Dear colleague,

The spike on the computed H$_2$ curve you sent me belongs to no state of the molecule. Multireference perturbation theory divides by energy denominators taken from a small eigenvalue problem built from density matrices. If these are approximated, a denominator that is safely positive in the exact theory can pass through zero. This is called a false intruder. Here is the derivation, with H$_2$ as the example.

\textbf{Premises.} Orbitals are real, nuclei are fixed, and nuclear repulsion is left out of all energies. There is no core. The reference $|0\rangle$ has $N$ electrons in the active orbitals. The zeroth-order Hamiltonian is Dyall's, $H_0=H_{\rm act}+\sum_r\epsilon_r a_r^\dagger a_r$, where $H_{\rm act}$ is the full Hamiltonian restricted to the active orbitals and $r$ labels external spin orbitals. An exact reference obeys $H_{\rm act}|0\rangle=E_0|0\rangle$. I treat the semi-internal perturbers $a_r^\dagger Y_\mu|0\rangle$ with $Y_\mu=a_a^\dagger a_ba_c$, all three indices active. The single operators $a_c$ add nothing, since $a_c|0\rangle=(N-1)^{-1}\sum_a a_a^\dagger a_aa_c|0\rangle$. Define
\begin{equation}
S_{\mu\nu}=\langle0|Y_\mu^\dagger Y_\nu|0\rangle,\qquad K_{\mu\nu}=\langle0|Y_\mu^\dagger[H_{\rm act},Y_\nu]|0\rangle,\qquad Kc=eSc .\tag{1}
\end{equation}
For an exact reference $Y_\nu H_{\rm act}|0\rangle=E_0Y_\nu|0\rangle$, so $K$ is the Hermitian matrix of $H_{\rm act}-E_0$ between the states $Y_\mu|0\rangle$. With roots normalised to $c_k^\dagger Sc_k=1$, the class contributes
\begin{equation}
E^{(2)}=-\sum_{r,k}\frac{|c_k^\dagger V_r|^2}{\Delta_{rk}},\qquad \Delta_{rk}=\epsilon_r+e_k,\qquad V_{r\mu}=\langle0|Y_\mu^\dagger a_rH|0\rangle .\tag{2}
\end{equation}
$Y^\dagger Y$ holds six operators, so $S$ needs density matrices up to rank three. The commutator removes at least one contracted pair from the seven operators of $H_{\rm act}Y$, so $Y^\dagger[H_{\rm act},Y]$ holds eight and $K$ needs rank four.

\textbf{Step 1: shift of a root.} Drop the null space of $S$, so that $S>0$, and take a non-degenerate root. Let $K\to K+\delta K$ and $S\to S+\delta S$. The first-order part of the eigenvalue equation is
\begin{equation}
(K-eS)\,\delta c+(\delta K-e\,\delta S)\,c=\delta e\,Sc .\tag{3}
\end{equation}
Multiply by $c^\dagger$. Because $K$ and $S$ are Hermitian, $c^\dagger(K-eS)=0$, whether or not $\delta K$ is Hermitian. Hence
\begin{equation}
\delta e=c^\dagger(\delta K-e\,\delta S)\,c .\tag{4}
\end{equation}
Expand $c=\sum_j b_js_j^{-1/2}u_j$ in orthonormal eigenvectors $u_j$ of $S$ with eigenvalues $s_j$. The normalisation reads $\sum_j|b_j|^2=1$, and so
\begin{equation}
|\delta e|\le\big(\|\delta K\|+|e|\,\|\delta S\|\big)\sum_j\frac{|b_j|^2}{s_j}.\tag{5}
\end{equation}
A root that lives along a metric eigenvalue $s$ feels the errors magnified by $1/s$. For one decoupled direction, with diagonal errors $\delta k$ and $\delta s$, the exact result is
\begin{equation}
\tilde e=\frac{se+\delta k}{s+\delta s}=e+\frac{\delta k-e\,\delta s}{s+\delta s}.\tag{6}
\end{equation}
The denominator vanishes when $\tilde e=-\epsilon_r$, which needs only $|\delta k-e\,\delta s|\approx s\Delta$ for $|\delta s|\ll s$. At $s=0$ and $\delta s>0$ a redundant direction is promoted to a perturber with $\tilde e=\delta k/\delta s$, a ratio of two errors with no fixed sign.

\textbf{Step 2: inexact reference.} Let $|0'\rangle$ be a normalised $N$-electron state, $E'=\langle0'|H_{\rm act}|0'\rangle$, and $|R\rangle=(H_{\rm act}-E')|0'\rangle\neq0$. Define the projected matrix $K^{P}_{\mu\nu}=\langle0'|Y_\mu^\dagger(H_{\rm act}-E')Y_\nu|0'\rangle$. Writing $[H_{\rm act},Y]=(H_{\rm act}-E')Y-Y(H_{\rm act}-E')$ gives for the commutator form
\begin{equation}
K_{\mu\nu}=K^{P}_{\mu\nu}-\langle0'|Y_\mu^\dagger Y_\nu|R\rangle .\tag{7}
\end{equation}
For $Y=\sum_\mu u_\mu Y_\mu$ with $u^\dagger u=1$ and $s=\|Y|0'\rangle\|^2$, the two Rayleigh quotients differ by
\begin{equation}
\Big|\frac{\langle0'|Y^\dagger Y|R\rangle}{s}\Big|\le\frac{\|Y\|\,\|R\|}{\sqrt s},\tag{8}
\end{equation}
by the Schwarz inequality. The bra in (7) itself has norm $\sqrt s$, so a residual is magnified by $s^{-1/2}$, less than the general $1/s$, but still without limit, and it enters in first order.

\textbf{Step 3: the projected form.} Put $|\Phi\rangle=\sum_\mu c_\mu Y_\mu|0'\rangle$, a true state of $N-1$ active electrons. Then $c^\dagger K^Pc=\langle\Phi|H_{\rm act}-E'|\Phi\rangle$ and $c^\dagger Sc=\langle\Phi|\Phi\rangle$, and the variational principle gives
\begin{equation}
\Delta^{P}\ge\epsilon_r+E^{N-1}_{\min}-E' ,\tag{9}
\end{equation}
with no $s$ in it. Let $E_0$ and $E_1$ be the two lowest $N$-electron eigenvalues and $E'<E_1$. The operator $(H_{\rm act}-E_0)(H_{\rm act}-E_1)$ is non-negative, and its mean value is $\|R\|^2+(E'-E_0)(E'-E_1)$. So $E'-E_0\le\|R\|^2/(E_1-E')$, which is Temple's bound, and (9) moves only in second order in $R$. The projected denominators are non-negative whenever $E'\le\epsilon_r+E^{N-1}_{\min}$, that is, when the reference lies below every state of $H_0$ with one electron in $r$. The proof needs $S$ and $K^P$ to come from one actual state. The price is the rank-five density matrix, since $Y^\dagger H_{\rm act}Y$ holds ten operators.

\textbf{Step 4: cumulant reconstruction for H$_2$.} Number the active spin orbitals $1=\sigma_g\!\uparrow$, $2=\sigma_g\!\downarrow$, $3=\sigma_u\!\uparrow$, $4=\sigma_u\!\downarrow$, and write $|pq\rangle=a_p^\dagger a_q^\dagger|{\rm vac}\rangle$. The integrals are $h_g$, $h_u$, the Coulomb integrals $J_{gg}$, $J_{uu}$, $J_{gu}$, and $K_x=(gu|gu)$. The reference is
\begin{equation}
|0\rangle=\cos\theta|12\rangle-\sin\theta|34\rangle,\qquad \tan2\theta=\frac{2K_x}{H_{22}-H_{11}},\tag{10}
\end{equation}
with $H_{11}=2h_g+J_{gg}$ and $H_{22}=2h_u+J_{uu}$. Let $n=\cos^2\theta$, $m=\sin^2\theta$, $x=nm$, $d=n-m$. The one-particle matrix is diagonal, $\gamma_1=\gamma_2=n$, $\gamma_3=\gamma_4=m$. The two-body cumulant, in the sense of Kutzelnigg and Mukherjee, is the two-particle matrix minus the antisymmetrised product of two $\gamma$. Its diagonal elements $\lambda_{pq}=\langle n_pn_q\rangle-\gamma_p\gamma_q$ are $\lambda_{12}=\lambda_{34}=x$ and $\lambda_{13}=\lambda_{14}=\lambda_{23}=\lambda_{24}=-x$. The only other elements are the pair transfer $\langle a_1^\dagger a_2^\dagger a_4a_3\rangle=-\sqrt x$ and its conjugate.

Three annihilators give zero on two electrons, so the exact matrices of rank three and four vanish. The reconstruction sets the three- and four-body cumulants to zero and keeps all antisymmetrised products of $\gamma$ and $\lambda$. With $y=xd$,
\begin{align}
\tilde\Gamma_{123}&=\gamma_1\gamma_2\gamma_3+\gamma_1\lambda_{23}+\gamma_2\lambda_{13}+\gamma_3\lambda_{12}=x(n-2n+m)=-y=\tilde\Gamma_{124},\tag{11}\\
\tilde\Gamma_{134}&=x(m+n-2m)=+y=\tilde\Gamma_{234},\tag{12}\\
\tilde\Gamma_{1234}&=x^2+\big[x(n^2+m^2)-4x^2\big]+3x^2+x=2x(1-x)\equiv q .\tag{13}
\end{align}
In (13) the terms are $\gamma^4$, the six $\gamma\gamma\lambda$, the three diagonal $\lambda\lambda$, and the pair transfer times its conjugate. The last is positive because exchanging two pairs is an even permutation, and $n^2+m^2=1-2x$. Off-diagonal three-body elements would change spin or parity and vanish. Already (11) is a negative probability of finding three electrons.

With four spin orbitals no operator exceeds rank four, so these matrices fix one operator on the 16 Fock states that yields every reconstructed mean value as ${\rm Tr}\,\tilde\rho\,O$:
\begin{equation}
\tilde\rho=|0\rangle\langle0|+(-1)^{\hat N}\big[q+y(\hat N_g-\hat N_u)\big].\tag{14}
\end{equation}
To see this, note that the trace of $(-1)^{\hat N}$ times a product of occupation numbers factorises over orbitals, with factor $1-1=0$ for an orbital that is absent and $-1$ for one that is present. It equals one if all four appear and zero otherwise. The added term therefore leaves ranks zero to two unchanged, gives $-y$ for $n_1n_2n_3$ through $-yn_4$, gives $+y$ for $n_1n_3n_4$ through $+yn_2$, and gives $q$ for $n_1n_2n_3n_4$. Being diagonal, it adds nothing off the diagonal. The operator $\tilde\rho$ has unit trace but mixes particle numbers with weights of both signs.

\textbf{Step 5: the metric.} Take $r$ of $u$ parity and spin down. The operators of $u$ parity that raise $S_z$ by $\tfrac12$ are
\begin{equation}
A=n_3a_4,\quad B=a_3^\dagger a_2a_1,\quad C=n_1a_4,\quad D=a_1^\dagger a_2a_3,\quad E=n_2a_4 .\tag{15}
\end{equation}
Exactly, $A|0\rangle=\sin\theta|3\rangle$, $B|0\rangle=\cos\theta|3\rangle$, and $C$, $D$, $E$ annihilate $|0\rangle$. The exact metric has one eigenvalue $n+m=1$, with root $e=h_u-E_0$, and four zeros. For the reconstruction use $B^\dagger B=n_1n_2(1-n_3)$, $D^\dagger D=n_2n_3(1-n_1)$, $A^\dagger C=n_1n_3n_4$, $A^\dagger E=n_2n_3n_4$, $C^\dagger E=n_1n_2n_4$:
\begin{equation}
\tilde S=\begin{pmatrix}m&\sqrt x&y&0&y\\ \sqrt x&n+y&0&0&0\\ y&0&0&0&-y\\ 0&0&0&y&0\\ y&0&-y&0&0\end{pmatrix}.\tag{16}
\end{equation}
The direction $(C+E)/\sqrt2$ has norm $-y$, so $\tilde S$ is indefinite. The vector
\begin{equation}
G=\tfrac12(C-E)-D\tag{17}
\end{equation}
is an eigenvector of (16) with eigenvalue $+y$, as direct multiplication shows. It commutes with the raising operator $S_+=a_1^\dagger a_2+a_3^\dagger a_4$, because $[S_+,C]=[S_+,D]=-[S_+,E]$. It is thus a spin doublet and couples with $a_r^\dagger$ to a singlet perturber. The usual recipe keeps the eigenvectors of $\tilde S$ above a small threshold $\tau$, and it keeps $G$ whenever $y>\tau$.

\textbf{Step 6: the spurious denominator.} $G$ removes a $\sigma_u$ electron and then acts on the spin of a singly occupied $\sigma_g$. It is non-zero on two sets of states only. The first holds the four open-shell states $\sigma_g\sigma_u$, each of weight $q$ in (14). The second holds $|134\rangle$ and $|234\rangle$, each of weight $y-q$. $H_{\rm act}$ maps each set onto itself, by parity and particle number, so $\tilde K_{GG}=\sum_\psi w_\psi\langle G\psi|H_{\rm act}-E_\psi|G\psi\rangle$ over eigenstates $\psi$. The open-shell energies are $E_{T,S}=h_g+h_u+J_{gu}\mp K_x$, with $M=0$ states $(|14\rangle\pm|23\rangle)/\sqrt2$, upper signs for the triplet.

First set: $G|13\rangle=0$, $G|24\rangle=\tfrac12|2\rangle$, $G|14\rangle=-\tfrac12|1\rangle$, $G|23\rangle=|1\rangle$. The squared norms sum to $\tfrac14+\tfrac18=\tfrac38$ over the triplet and $\tfrac98$ for the singlet, and the final energy is $h_g$. The sum is $\tfrac32(-h_u-J_{gu}-\tfrac12K_x)$.

Second set: the energy is $h_g+2h_u+J_{uu}+2J_{gu}-K_x$, and $G|134\rangle=\tfrac12|13\rangle$, $G|234\rangle=|14\rangle-\tfrac12|23\rangle$. Again the triplet carries $\tfrac38$ and the singlet $\tfrac98$. The sum is $\tfrac32(-h_u-J_{uu}-J_{gu}+\tfrac32K_x)$.

The norm is $\tfrac32[q+(y-q)]=\tfrac32y$. Dividing, with $q/y=2(1-x)/d$,
\begin{equation}
e_G=-h_u-J_{gu}-J_{uu}+\tfrac32K_x+\frac{2(1-x)}{d}\,\big(J_{uu}-2K_x\big).\tag{18}
\end{equation}
This is $\delta k/\delta s$ of (6) at $s=0$. If $\tilde K$ is replaced by its Hermitian part, which leaves the real element $\tilde K_{GG}$ unchanged, the variational principle in the retained space, where $\tilde S>0$, shows that the lowest root lies at or below $e_G$. Scaling the added term in (14) by any factor $\eta>0$ leaves $e_G$ unchanged and scales only the norm. A smaller error weakens this quotient's weight without moving it.

The direction carries weight in (2). With $E_{pq}=\sum_\sigma a_{p\sigma}^\dagger a_{q\sigma}$, the action of $a_rH$ contains $(ru|gg)E_{gg}a_4=(ru|gg)(C+E)$ and $(rg|gu)E_{gu}a_2=-(rg|gu)(D+E)$. The remaining terms, $A$, $B$ and $a_4$, have no overlap with $G$. So $V_G=\tfrac32y\,(rg|gu)$, and the squared coupling of the normalised $G$ is $\tfrac32y\,(rg|gu)^2$, where the exact value is zero.

The residual can be followed in the same space. Replace $\theta$ by an inexact angle $\varphi$. Then $|R\rangle=\varrho(\sin\varphi|12\rangle+\cos\varphi|34\rangle)$ with $\varrho=\tfrac12(H_{11}-H_{22})\sin2\varphi+K_x\cos2\varphi$. For $Y=a_4$ taken alone, $s=\sin^2\varphi$, the projected root is $h_u-E'$, and (7) adds $\varrho\cot\varphi$ to it. For small $\varphi$ this saturates (8), and it is large and negative if the small coefficient has the wrong sign.

\textbf{Numbers.} Build $\sigma_g$ and $\sigma_u$ from hydrogen $1s$ functions of exponent $1/a_0$ at a separation of 3.0~\AA. The integrals, rounded and then used as given, are $h_g=-18.72$, $h_u=-18.05$, $J_{gg}=10.71$, $J_{uu}=11.14$, $J_{gu}=10.90$, $K_x=6.13$~eV. I assume $\epsilon_r=+3.0$~eV. Then $H_{11}=-26.73$~eV, $H_{22}=-24.96$~eV, $E_0=-32.04$~eV, $d=0.143$, $x=0.245$, $y=0.0350$, $q=0.370$ and $q/y=10.57$. The exact root of the block is $h_u-E_0=14.0$~eV, so $\Delta=17.0$~eV. The bound (9) uses $E^{N-1}_{\min}-E_0=h_g-E_0=13.3$~eV and forbids any denominator below 16.3~eV. In (18) the first four terms give 5.2~eV. With $J_{uu}-2K_x=-1.12$~eV the last gives $-11.8$~eV, so
\begin{equation}
e_G=-6.6\ {\rm eV},\qquad \epsilon_r+e_G=-3.6\ {\rm eV}.\tag{19}
\end{equation}
The truncated theory thus has a denominator at or below $-3.6$~eV, on a metric eigenvalue of 0.0350 that no ordinary threshold removes, and a negative one for any $\epsilon_r$ below 6.6~eV. These are the model's numbers, resting on unoptimised $1s$ orbitals and an assumed $\epsilon_r$, and (19) corresponds to no level of real H$_2$. A change of 0.01~eV in $J_{uu}-2K_x$ moves $e_G$ by 0.1~eV. On further stretching $d\to0$ while $J_{uu}-2K_x$ stays negative, since $J_{uu}$ and $K_x$ both tend to half the on-site repulsion, and $e_G\to-\infty$.

\textbf{Range of validity.} Equations (4) and (5) need a non-degenerate root, $\|\delta S\|$ small against every retained $s_j$, and $|\delta e|$ small against the spacing of the roots. They fail once null directions of the exact $S$ are retained, as in H$_2$, where the exact eigenvalues are only 1 and 0. The second-order coupling to such a direction is an error squared over an error, of the same order as (4), and the full pencil must then be solved. Equations (7) to (9) are exact. The sign guarantee drawn from (9) needs true density matrices of one state and $E'\le\epsilon_r+E^{N-1}_{\min}$. An excited reference or a low $\epsilon_r$ can break the second condition and give a genuine intruder, and reconstructed matrices break the first even in the projected form. Equations (11) to (18) are exact for two electrons in one $g$ and one $u$ orbital with $0<\theta<\pi/4$. The use of $e_G$ as an upper bound assumes a Hermitised $\tilde K$, truncation of $\tilde S$ in the spin-orbital basis (15), and $y>\tau$. Near the single-determinant limit and near full dissociation $y$ falls below $\tau$, and $G$ is discarded.